SINIS turnstile: quantised current and error budget of ten parallel devices at 100 pA

STATEMENT

A normal-metal island is joined through two equal tunnel junctions of normal-state resistance R to superconducting leads L and R of gap Δ. The island energy is E_C(n − n_g)², with E_C = e²/2C_Σ, n the number of extra electrons and n_g the gate charge in units of e > 0. The chemical potentials of the leads are +eV/2 (L) and −eV/2 (R), and electron motion from L to R counts as forward. The gate detuning δ = 2E_C(n_g − 1/2) is a square wave ±A of frequency f, and x = A + eV/2 − Δ is the overdrive beyond the tunnelling threshold. The device was introduced by Pekola and co-workers in 2008, and ten of them were run in parallel by Maisi and co-workers in 2009.

(a) The stability regions of n = 0 and n = 1 overlap for eV < 2Δ. A drive with Δ − eV/2 < A < Δ + eV/2 and x < 2E_C then carries one electron per cycle, I = ef.

(b) With Γ the wanted rate, Γ_w the rate through the wrong junction and Γ_x the rate at which the loaded electron leaves early, the mean number N of electrons per cycle obeys, to first order in the small terms,

N − 1 = −2 exp(−Γ/2f) − 2Γ_w/Γ + (Γ_x/f)(1 − 4f/Γ). (1)

(c) Γ_w ∝ exp[−(eV − x)/kT] and Γ_x ∝ exp[−(2Δ − eV + x)/kT], where T is the electron temperature of the island. At threshold, x → 0, the exponentials are exp(−eV/kT) and exp[−(2Δ − eV)/kT] and they balance at eV = Δ. At finite overdrive the sum of the two thermal errors is smallest at

eV* = Δ + x − (kT/2) ln(κ − 2), κ = Γ/2f, (2)

where it equals 4(Γ_K/Γ)√(κ − 2), with Γ_K = ΔK₁(Δ/kT)/e²R ≈ √(πΔkT/2) exp(−Δ/kT)/e²R.

(d) Andreev tunnelling is closed energetically only for x < E_C − Δ, which is compatible with x > 0 only if E_C > Δ.

(e) For the inputs below, a hand estimate gives a relative error of 2×10⁻⁹ and the careful calculation 1.2×10⁻⁵, or 1.2 fA in 100 pA. Nearly all of the difference is self-heating of the island.

Inputs, typical or approximate for Al/AlOx/Cu devices: Δ = 200 µeV, E_C = 300 µeV (C_Σ = 0.267 fF), R = 500 kΩ, bath temperature T₀ = 0.1 K, island volume Ω = 30 nm × 80 nm × 1 µm, electron-phonon constant Σ = 2×10⁹ W m⁻³ K⁻⁵, and M = 100 effective channels per junction. The overdrive is chosen as x = 60 µeV. Each device carries 10 pA.

ESTIMATE BY HAND

Ten picoamperes is about 6×10⁷ electrons per second, which sets f. Above threshold a junction passes electrons at a rate that corresponds to a current of order Δ/eR = 200 µV/500 kΩ = 400 pA. An electron has half a period to tunnel, so the exponent of a miss is Γ/2f = 400 pA/20 pA = 20, and exp(−20) ≈ 2×10⁻⁹. With the bias at eV = Δ both thermal errors need an activation energy Δ. At 0.1 K, kT ≈ 8.6 µeV, Δ/kT ≈ 23 and exp(−23) ≈ 1×10⁻¹⁰. Since E_C exceeds Δ, pair tunnelling is taken as absent. Parallel devices add their currents and their errors alike, so the relative error of the array is that of one device, about 2×10⁻⁹, set by missed events.

CAREFUL CALCULATION

Thresholds. Adding an electron to n = 0 costs E_C(1 − 2n_g) = −δ. The energy gains ε of the four transitions between n = 0 and n = 1 are therefore δ + eV/2 (in through L), δ − eV/2 (in through R), −δ + eV/2 (out through R) and −δ − eV/2 (out through L). Each event leaves a quasiparticle in a lead, so at T = 0 it needs ε > Δ. State 0 survives while δ < Δ − eV/2 and state 1 while δ > −(Δ − eV/2). Both are stable in a window of width 2Δ − eV in δ, which exists for eV < 2Δ. Inside it no current flows and the island keeps the charge it had. Leaving the window upward opens "in through L" first, leaving it downward opens "out through R" first, and the opposite junction stays shut while A − eV/2 < Δ. The step 1 → 2 through L has gain Δ + x − 2E_C and is shut for x < 2E_C. One cycle thus moves one electron from L to R, which proves (a). For 10 pA, f = 62.4 MHz and the period is 16.0 ns.

Rates. For a lead free of quasiparticles the golden rule gives

Γ(ε) = (1/e²R) ∫_Δ^∞ dE n_S(E) f(E − ε), n_S = E/√(E² − Δ²), (3)

with f(E) the Fermi function of the island. At T = 0 this is √(ε² − Δ²)/e²R. For Δ − ε ≫ kT the Fermi function becomes exp[−(E − ε)/kT], and E = Δ cosh θ turns the integral into ΔK₁(Δ/kT), so that Γ(ε) = Γ_K exp(ε/kT). In the half-cycle δ = +A the wanted gain is Δ + x, the wrong-junction gain is ε_w = A − eV/2 = Δ + x − eV, and the early exit through R has gain −ε_w. The activation energies Δ − ε are eV − x and 2Δ − eV + x, as in (c). The exit through L has gain −(Δ + x) and is dropped. The half-cycle δ = −A is the mirror image.

Charge per cycle. Let p(t) be the probability of n = 1 during δ = +A, which lasts τ = 1/2f. With a = Γ + Γ_w, b = Γ_x and λ = a + b, dp/dt = a(1 − p) − bp. Mirror symmetry demands p(τ) = 1 − p(0), which gives p(t) = a/λ − [(a − b)/λ] exp(−λt)/[1 + exp(−λτ)]. The charge per cycle is the average over the two junctions over a full period, and by the same symmetry it is the sum over both junctions over one half, N = ∫₀^τ [(Γ − Γ_w)(1 − p) + Γ_x p] dt. Hence

N = (Γ − Γ_w)[bτ/λ + (a − b)ϑ/λ²] + Γ_x[aτ/λ − (a − b)ϑ/λ²], ϑ = tanh(λτ/2). (4)

Without thermal errors N = tanh(Γ/4f) ≈ 1 − 2 exp(−Γ/2f), the factor 2 arising because either half-cycle can miss. Setting ϑ = 1 and expanding in Γ_w and Γ_x gives 1 − 2Γ_w/Γ + 2Γ_x(τ − 2/Γ), which completes (1). The wrong junction competes only while the island waits, a time 1/Γ. The early exit acts through the whole hold, less 1/Γ at the start, before loading, and 1/Γ at the end, when no reloading follows. The two magnitudes add to 2(Γ_K/Γ)[exp(ε_w/kT) + (κ − 2) exp(−ε_w/kT)], which at fixed x is least when exp(2ε_w/kT) = κ − 2. This is (2).

Island temperature. An electron taken from lead energy −E enters the island at ε − E above its Fermi level, and the mirror event leaves a hole of the same energy. The mean deposit per event is q = x − ⟨E − Δ⟩, averaged with the integrand of (3). It depends on x and T and on neither V nor R. With two events per cycle the heat balance reads

2fq(T) = ΣΩ(T⁵ − T₀⁵), ΣΩ = 4.8×10⁻¹² W K⁻⁵. (5)

A steady Fermi distribution is assumed. The cooling time γ/(5ΣT³), with the approximate Sommerfeld constant γ = 100 J m⁻³ K⁻² of copper, is 1.9 µs, long against the period, while electron-electron relaxation is taken as fast. The root of (5) is T = 0.174 K, or kT = 15.0 µeV, where q = 36.0 µeV and the power is 0.72 fW.

Numbers. At kT = 15.0 µeV the integral (3) gives e²RΓ = 162.1 µeV against 166.1 µeV at T = 0, so Γ = 2.02×10⁹ s⁻¹. The natural energy unit is e²Rf = 5 µeV, hence κ = 16.21 and the missed events amount to 1.8×10⁻⁷. Further, Δ/kT = 13.33, Γ_K = 1.43×10³ s⁻¹ and Γ_K/Γ = 7.05×10⁻⁷. Equation (2) gives eV* = 260 − 19.9 = 240.1 µeV. At V = 240 µV the amplitude is A = 140 µeV, a swing of ±0.233 in n_g, and ε_w = 20 µeV. The wrong-junction error is −5.3×10⁻⁶ and the extra-electron error +5.3×10⁻⁶, together 1.06×10⁻⁵ in magnitude. At V = 200 µV with the same overdrive they would be −7.7×10⁻⁵ and +3.7×10⁻⁷, a sum 7.3 times larger. At the optimum the two cancel in the mean current, but the cancellation needs T and V to be known, since N changes there by 7×10⁻⁷ per µV of bias at fixed x. The budget therefore adds magnitudes.

Andreev tunnelling. A Cooper pair entering through L takes n = 0 to n = 2 and leaves no quasiparticle. The gain is W = eV − 4E_C(1 − n_g) = 2(Δ + x − E_C), which proves (d), the condition given by Averin and Pekola in 2008. Here W = −80 µeV. For M spin-degenerate channels of small transmission 𝒯, 1/R = (2e²/h)M𝒯 and the subgap conductance (4e²/h)M𝒯²/(2 − 𝒯)² becomes G_A = R_K/4MR², with R_K = h/e², so that G_A R = 1.29×10⁻⁴. Two empty island states with energies adding to W have phase space W/[1 − exp(−W/kT)], and matching to I = G_A V at W = 2eV fixes Γ_A = η(G_A/4e²) W/[1 − exp(−W/kT)]. The factor η accounts for the energy denominators. Each ordering of the two electrons contributes ∫₀^∞ dθ/(cosh θ − y) = arccos(−y)/√(1 − y²), where yΔ is the single-electron gain less the energy of the first island state. Without charging and near zero bias the two orderings add to π. Here y is centred on E_C/Δ = 1.5, the continued amplitude has modulus √(π² + arcosh² y)/√(y² − 1), and evaluation at the centre gives η ≈ 3.5. The phase space is 0.39 µeV, and the pair wins against Γ with probability Γ_A/Γ ≈ 2.7×10⁻⁷. State 2 decays through either junction and only the exit through R adds an electron, so two half-cycles give at most about 5×10⁻⁷. For E_C = 150 µeV, W = +220 µeV and the same expression with η = 1 gives 9×10⁻⁵.

Cotunnelling. Each further tunnelling amplitude brings a factor R_K/4π²R = 1.3×10⁻³. Passing an electron through both junctions at fixed n creates two quasiparticles and falls short by 2Δ − eV = 160 µeV, which the hot island supplies. With the energy denominators taken at the gap edge, in µeV,

e²RΓ_cot ≈ (R_K/4π²R)(πΔkT/2) exp(−160/15) ∫₀^160 dε [1/(220 − ε) + 1/(380 + ε)]²,

where ε is the energy of the island electron that leaves, and 220 = Δ + ε_w. The process acts all the time, and Γ_cot/f ≈ 5×10⁻⁷. In third order a pair leaves through R while an electron enters through L, with one quasiparticle and gain 3eV/2 − A − Δ = +20 µeV, so it is open. Power counting multiplies G_A R/4, the factor 1.3×10⁻³ and the phase space (8/15)√(Δ/2) w^(5/2) over a squared denominator Δ². With w = 60 µeV, which overstates somewhat the thermally smeared phase space, and two electrons per event after reloading, the error is 6×10⁻⁸, an order of magnitude only.

Budget per device and for the array:
missed events 1.8×10⁻⁷
wrong junction 5.3×10⁻⁶
extra electron 5.3×10⁻⁶
Andreev, upper estimate 5×10⁻⁷
two-quasiparticle cotunnelling 5×10⁻⁷
pair-electron cotunnelling 6×10⁻⁸
sum of magnitudes 1.2×10⁻⁵

The second figure of the sum holds for the stated inputs only. Lowering ΣΩ by a factor 1.3 raises T by 5 %, and such a rise multiplies exp(−Δ/kT) by 1.9.

The array. One device driven at 624 MHz would have κ = 1.62 even at unchanged Γ and would deliver only tanh(κ/2) = 0.67 of ef. Restoring κ by a tenfold lower R would leave ten times as many events to heat one island, raising T by a factor of up to 10^(1/5) = 1.58. Ten islands share the heat. They can share the bias and the radio-frequency drive, but each needs its own dc gate, because the Andreev margin E_C − Δ − x = 40 µeV corresponds to only 0.067 in n_g while offset charges are random on the scale of e. Spread in R matters exponentially. One device with R higher by 20 % has κ = 13.51 and misses 2.7×10⁻⁶, which adds 2.7×10⁻⁷ to the array, more than the 1.6×10⁻⁷ of the other nine together. Rare independent events of charge ±e give a low-frequency Fano factor equal to the sum of magnitudes, which corresponds to about 7×10³ error events per second in the array.

Terms outside the model that rival the result. Every wanted event leaves a quasiparticle in a lead. With density n_qp = 2D∫_Δ^∞ n_S f_S dE, where f_S is the occupation in the lead, both branches are equally filled and D ≈ 1.5×10⁴⁷ J⁻¹ m⁻³ is the approximate normal density of states of aluminium for both spins, the early exit gains a rate n_qp/2De²R that needs no activation. If quasiparticles diffuse with a typical constant of 50 cm² s⁻¹ along 1 µm of lead with cross-section 100 nm × 50 nm to a perfect trap, the density at the junction is f × length/(diffusion constant × area) = 2.5 µm⁻³. The error, rate over f, is then 1×10⁻⁵, as large as the whole budget. It falls in proportion to the cross-section, and it grows if devices share a narrow lead. A residual subgap density of states γ_D (Dynes parameter) in equilibrium with the island gives the early exit a rate γ_D ε_w/[exp(ε_w/kT) − 1]/e²R and an error 1.4γ_D, so γ_D has to stay near 10⁻⁶ or lower. A switching edge that removes 1 ns from each half-cycle multiplies the missed events by exp(Γ × 1 ns) = 7.6.

WHY THE TWO RESULTS DIFFER

The totals differ by a factor of about 6×10³, and the leading term changes from missed events to thermal errors.

The thermal term grows from exp(−23) to 1.06×10⁻⁵, a factor 1.0×10⁵, which is the product of two parts. The first is the temperature. The hand estimate put the bath temperature in the exponent, but speed requires overdrive, overdrive puts 36 µeV into the island twice per cycle, and phonons remove heat only as T⁵ from a very small volume. The exponent drops from 23 to 13.33, a factor 1.6×10⁴. The second part is the prefactor, 6.6. It consists of 4 for two half-cycles and two channels, 0.435 for the ratio of the subgap prefactor (70.5 µeV) to e²RΓ, and √(κ − 2) = 3.77, because the extra electron has the whole hold to escape whereas the wrong junction has only the waiting time. One more line of rough arithmetic removes most of the gap. Near the gap edge n_S ∝ (E − Δ)^(−1/2), so the deposit at T = 0 is about 2x/3 = 40 µeV, the power 20 pA × 40 µV = 0.8 fW, and (5) gives T ≈ 0.18 K, Δ/kT ≈ 13 and exp(−13) ≈ 2×10⁻⁶, within a factor 5 of the careful value. The fifth root makes T forgiving and the exponential makes the error unforgiving, which is why omitting the heat costs four decades while estimating it roughly costs little.

The missed events grow from exp(−20) to 1.8×10⁻⁷, a factor 89. The scale Δ/e²R is reached only at a gain of √2 Δ, an overdrive of 83 µeV, and Andreev blocking keeps x well below E_C − Δ = 100 µeV. At x = 60 µeV the exponent is 16.61 at T = 0, which gives a factor 30. Thermal smearing lowers it to 16.21, a factor 1.5, and the two half-cycles give 2.

The rule eV = Δ fails for the same reason. It compares activation energies at the threshold. The overdrive lowers the barrier of the wrong junction by 60 µeV and raises that of the extra electron equally, which moves the balance up by x, and the longer exposure of the extra electron moves it back by 19.9 µeV. The product Γ_wΓ_x = Γ_K² is independent of both bias and amplitude, so exp(−Δ/kT) remains the correct scale once the bias follows (2).

Andreev tunnelling was counted as zero. Blocking is a matter of energy, and a deficit of 80 µeV is only 5.3 kT on the heated island, which reduces the phase space by a factor 39 from its value kT at threshold. The term stays small mainly because G_A R is small. The route to a lower error is a colder island, through a smaller x, a larger volume or a lower frequency per device. A smaller x at fixed κ needs a smaller R, and the price is an Andreev prefactor G_A R that grows as 1/R at fixed M and a cotunnelling rate that grows as 1/R².